**Errors in the atomization energy of BO against full CI: a geometric ladder and its breaks**

The table lists the error of the BO atomization energy at 30 levels of theory (Hartree–Fock, MP2, CI, coupled cluster, multireference methods, functionals, RPA) against FCI, 741.0 kJ/mol, in cc-pVDZ with frozen core, computed with Ansatz 0.2.0. The program fits a geometric decay with excitation rank to the HF, CCSD and CCSDT rows, predicts the CCSDTQ rows, and splits errors into molecular and atomic parts using molecular energies of the same runs. The fitted factor of 9.67 per rank predicts UCCSDTQ well and RCCSDTQ less well, while MP2 breaks upward by about 85 kJ/mol through under-correlated atoms and CISD downward by 32.5 through the molecule. A line in the exact-exchange fraction describes five functionals with an rms scatter of 10.4 kJ/mol, and B2PLYP lies 60.7 above it. The functional errors are relative to a small-basis reference that lies roughly 60 kJ/mol below a rough recalled measured value.

Atomization-energy errors of BO (neutral doublet, B–O 1.20 Å, PBE0/def2-TZVP geometry) at wavefunction and density-functional levels against FCI, computed with Ansatz 0.2.0 in the cc-pVDZ basis. The 1s cores are frozen in the correlated wavefunction levels, and the rows marked "valence" use a space of 9 electrons in 8 orbitals.

## Numerical check

```python
# Table: error of the BO atomization energy (kJ/mol) against FCI (741.0 kJ/mol), Ansatz 0.2.0,
# cc-pVDZ, frozen core, 30 levels. Tested: geometric decay with excitation rank, the split of
# each break into molecule and atoms, and a line in the exact-exchange fraction for functionals.
T = {
    'row_level': ['RHF', 'UHF', 'RMP2', 'UMP2', 'CISD', 'RCCSD', 'UCCSD', 'RCCSD(T)', 'UCCSD(T)', 'BCCD(T)', 'RCCSDT', 'UCCSDT', 'CISDTQ', 'RCCSDT(Q)', 'UCCSDT(Q)', 'RCCSDTQ', 'UCCSDTQ', 'CASSCF valence', 'NEVPT2 valence', 'MRCISD valence', 'MRCISD+Q valence', 'PBE', 'r2SCAN', 'PBE0', 'B3LYP', 'r2SCAN0', 'CAM-B3LYP', 'wB97M-V', 'B2PLYP', 'RPA-PBE'],
    'row_error': [-191.96, -203.57, 64.48, 61.96, -53.61, -22.33, -22.73, -2.72, -3.45, -2.83, -2.01, -2.22, -3.09, -0.12, 0.53, -0.06, -0.24, 41.57, 18.03, -7.21, -5.53, 111.26, 84.72, 57.56, 55.15, 38.57, 58.43, 59.43, 51.24, -59.97],  # kJ/mol
}
import numpy as np
from scipy.constants import e, N_A
k = e * N_A / 1000
E = dict(zip(T['row_level'], T['row_error']))
lad = {p: [p + s for s in ('HF', 'CCSD', 'CCSDT', 'CCSDTQ')] for p in 'RU'}
rank = {l: i + 1 for p in lad for i, l in enumerate(lad[p])}
def fit(nmax):
    ls = [l for l in rank if rank[l] <= nmax]
    return np.polyfit([rank[l] - 1 for l in ls], [np.log(-E[l]) for l in ls], 1)
s, c = fit(3); s4, c4 = fit(4)
model = lambda n: -np.exp(c + s * (n - 1))
# molecular energies (eV), further outputs of the same runs; RMP2 taken with its singles term
r1, u1, r2, u2 = -2708.16487, -2708.26285, -2708.16491, -2708.2629
M = {'RHF': r1, 'UHF': u1, 'RMP2': r1 - 1.833047 - 4.780351 - 0.025315,
     'UMP2': u1 - 1.851973 - 4.668172, 'CISD': -2714.54144, 'RCCSD': r1 - 6.752071,
     'UCCSD': u1 - 6.654733, 'RCCSD(T)': -2715.16517, 'UCCSD(T)': -2715.15968,
     'BCCD(T)': -2715.16401, 'RCCSDT': r2 - 7.021014, 'UCCSDT': u2 - 6.922498,
     'RCCSDT(Q)': -2715.20728, 'UCCSDT(Q)': -2715.21575}
a0 = 'RCCSDT(Q)'
mol = {l: (M[l] - M[a0]) * k for l in M}
at = {l: E[l] - E[a0] + mol[l] for l in M}
print('All energies in kJ/mol; rounding of the table 0.005, of molecular energies about 0.005')
print(f'Fit to ranks 1-3: error = -A/r^(n-1), A = {np.exp(c):.1f}, r = {np.exp(-s):.2f}; all ranks: A = {np.exp(c4):.1f}, r = {np.exp(-s4):.2f}')
for p in 'RU':
    print(p, 'step ratios:', ', '.join(f'{E[x]/E[y]:.1f}' for x, y in zip(lad[p], lad[p][1:])))
print('level      rank   error   model   break | molecule, atoms above RCCSDT(Q)')
oth = {'RMP2': 2, 'UMP2': 2, 'CISD': 2, 'RCCSD(T)': 3, 'UCCSD(T)': 3, 'BCCD(T)': 3,
       'CISDTQ': 4, 'RCCSDT(Q)': 4, 'UCCSDT(Q)': 4}
for l, n in {**rank, **oth}.items():
    x = f'{mol[l]:8.2f} {at[l]:8.2f}' if l in M else '   not given'
    print(f'{l:10s} {n:3d} {E[l]:8.2f} {model(n):7.2f} {E[l]-model(n):7.2f} | {x}')
print(f"UHF less RHF: molecule {mol['UHF']-mol['RHF']:.1f}, atoms {at['UHF']-at['RHF']:.1f}, binding {E['UHF']-E['RHF']:.1f}")
sh = {l: (100 * (1 - mol[l] / mol[h]), 100 * (1 - at[l] / at[h])) for l, h in
      (('RMP2', 'RHF'), ('UMP2', 'UHF'), ('CISD', 'RHF'), ('RCCSD', 'RHF'))}
print('Correlation recovered, molecule/atoms %:', ', '.join(f'{l} {a:.1f}/{b:.1f}' for l, (a, b) in sh.items()))
for l in ('RMP2', 'CISD'):
    print(f"{l} less RCCSD: molecule {mol[l]-mol['RCCSD']:.1f}, atoms {at[l]-at['RCCSD']:.1f}, binding {E[l]-E['RCCSD']:.1f}")
w = (9 - (1.985921 + 1.97118 + 2 * 1.952963 + 0.9968)) / 2  # CISD natural occupations, same run
print(f"CISD weight of doubles about {w:.2f}; times correlation energy: roughly {round(w*(r1-M['CISD'])*k, -1):.0f}")
for p in 'RU':
    g = lambda x, y: f"{mol[p+y]-mol[p+x]:.2f}/{E[p+x]-E[p+y]:.2f}"
    print(f"{p} molecule lowered/binding gained: (T) {g('CCSD(T)','CCSD')}, (Q) {g('CCSDT(Q)','CCSDT')}; full Q binding {E[p+'CCSDTQ']-E[p+'CCSDT']:.2f}")
mr = ['CASSCF valence', 'NEVPT2 valence', 'MRCISD valence', 'MRCISD+Q valence']
print('Binding steps CASSCF>NEVPT2, CASSCF>MRCISD, +Q:', f'{E[mr[1]]-E[mr[0]]:.1f}, {E[mr[2]]-E[mr[0]]:.1f}, {E[mr[3]]-E[mr[2]]:.2f}')
# exact-exchange fractions that define the functionals
glob = {'PBE': 0, 'r2SCAN': 0, 'B3LYP': 0.20, 'PBE0': 0.25, 'r2SCAN0': 0.25}
b, a = np.polyfit(list(glob.values()), [E[l] for l in glob], 1)
res = {l: E[l] - a - b * x for l, x in glob.items()}
print(f'Functionals: error = {a:.1f} + ({b:.0f}) x fraction, rms {np.sqrt(np.mean(np.square(list(res.values())))):.1f}')
print('Residuals:', ', '.join(f'{l} {r:.1f}' for l, r in res.items()))
print(f"Drop for 25% exact exchange: PBE {E['PBE0']-E['PBE']:.1f}, r2SCAN {E['r2SCAN0']-E['r2SCAN']:.1f}")
for l, xs in (('CAM-B3LYP', (0.19, 0.65)), ('wB97M-V', (0.15, 1.0)), ('B2PLYP', (0.53,))):
    print(f'{l} (not fitted):', ', '.join(f'fraction {x}: line {a+b*x:.1f}, break {E[l]-a-b*x:.1f}' for x in xs))
print(f"RPA-PBE less PBE: {E['RPA-PBE']-E['PBE']:.1f}; r2SCAN less PBE: {E['r2SCAN']-E['PBE']:.1f}")
over = [l for l in E if E[l] > 0]
print(f'Overbinding rows: {len(over)} of {len(E)}; worst under {min(E, key=E.get)}, worst over {max(E, key=E.get)}')
print(f'Rough recalled measured value 800 less FCI 741.0: about {round(800-741.0, -1):.0f}')
assert all(E[x] < E[y] < 0 for p in lad for x, y in zip(lad[p], lad[p][1:]))
assert all(E[p+'MP2'] > 0 and mol[p+'MP2'] > mol[p+'CCSD'] and sh[p+'MP2'][1] < sh[p+'MP2'][0] for p in 'RU')
assert mol['CISD'] - mol['RCCSD'] > at['CISD'] - at['RCCSD'] > 0
assert 0 < E['PBE0'] < E['PBE'] and 0 < E['r2SCAN0'] < E['r2SCAN']
```

Output:

```
All energies in kJ/mol; rounding of the table 0.005, of molecular energies about 0.005
Fit to ranks 1-3: error = -A/r^(n-1), A = 204.2, r = 9.67; all ranks: A = 231.7, r = 11.69
R step ratios: 8.6, 11.1, 33.5
U step ratios: 9.0, 10.2, 9.3
level      rank   error   model   break | molecule, atoms above RCCSDT(Q)
RHF          1  -191.96 -204.21   12.25 |   679.49   487.65
RCCSD        2   -22.33  -21.11   -1.22 |    28.01     5.80
RCCSDT       3    -2.01   -2.18    0.17 |     2.06     0.17
RCCSDTQ      4    -0.06   -0.23    0.17 |    not given
UHF          1  -203.57 -204.21    0.64 |   670.04   466.59
UCCSD        2   -22.73  -21.11   -1.62 |    27.95     5.34
UCCSDT       3    -2.22   -2.18   -0.04 |     2.11     0.01
UCCSDTQ      4    -0.24   -0.23   -0.01 |    not given
RMP2         2    64.48  -21.11   85.59 |    38.95   103.55
UMP2         2    61.96  -21.11   83.07 |    40.94   103.02
CISD         2   -53.61  -21.11  -32.50 |    64.24    10.75
RCCSD(T)     3    -2.72   -2.18   -0.54 |     4.06     1.46
UCCSD(T)     3    -3.45   -2.18   -1.27 |     4.59     1.26
BCCD(T)      3    -2.83   -2.18   -0.65 |     4.17     1.46
CISDTQ       4    -3.09   -0.23   -2.86 |    not given
RCCSDT(Q)    4    -0.12   -0.23    0.11 |     0.00     0.00
UCCSDT(Q)    4     0.53   -0.23    0.76 |    -0.82    -0.17
UHF less RHF: molecule -9.5, atoms -21.1, binding -11.6
Correlation recovered, molecule/atoms %: RMP2 94.3/78.8, UMP2 93.9/77.9, CISD 90.5/97.8, RCCSD 95.9/98.8
RMP2 less RCCSD: molecule 10.9, atoms 97.7, binding 86.8
CISD less RCCSD: molecule 36.2, atoms 5.0, binding -31.3
CISD weight of doubles about 0.07; times correlation energy: roughly 40
R molecule lowered/binding gained: (T) 23.95/19.61, (Q) 2.06/1.89; full Q binding 1.95
U molecule lowered/binding gained: (T) 23.36/19.28, (Q) 2.93/2.75; full Q binding 1.98
Binding steps CASSCF>NEVPT2, CASSCF>MRCISD, +Q: -23.5, -48.8, 1.68
Functionals: error = 97.8 + (-202) x fraction, rms 10.4
Residuals: PBE 13.5, r2SCAN -13.1, B3LYP -2.2, PBE0 10.4, r2SCAN0 -8.6
Drop for 25% exact exchange: PBE -53.7, r2SCAN -46.1
CAM-B3LYP (not fitted): fraction 0.19: line 59.3, break -0.9, fraction 0.65: line -33.7, break 92.1
wB97M-V (not fitted): fraction 0.15: line 67.4, break -8.0, fraction 1.0: line -104.5, break 164.0
B2PLYP (not fitted): fraction 0.53: line -9.4, break 60.7
RPA-PBE less PBE: -171.2; r2SCAN less PBE: -26.5
Overbinding rows: 13 of 30; worst under UHF, worst over PBE
Rough recalled measured value 800 less FCI 741.0: about 60
```
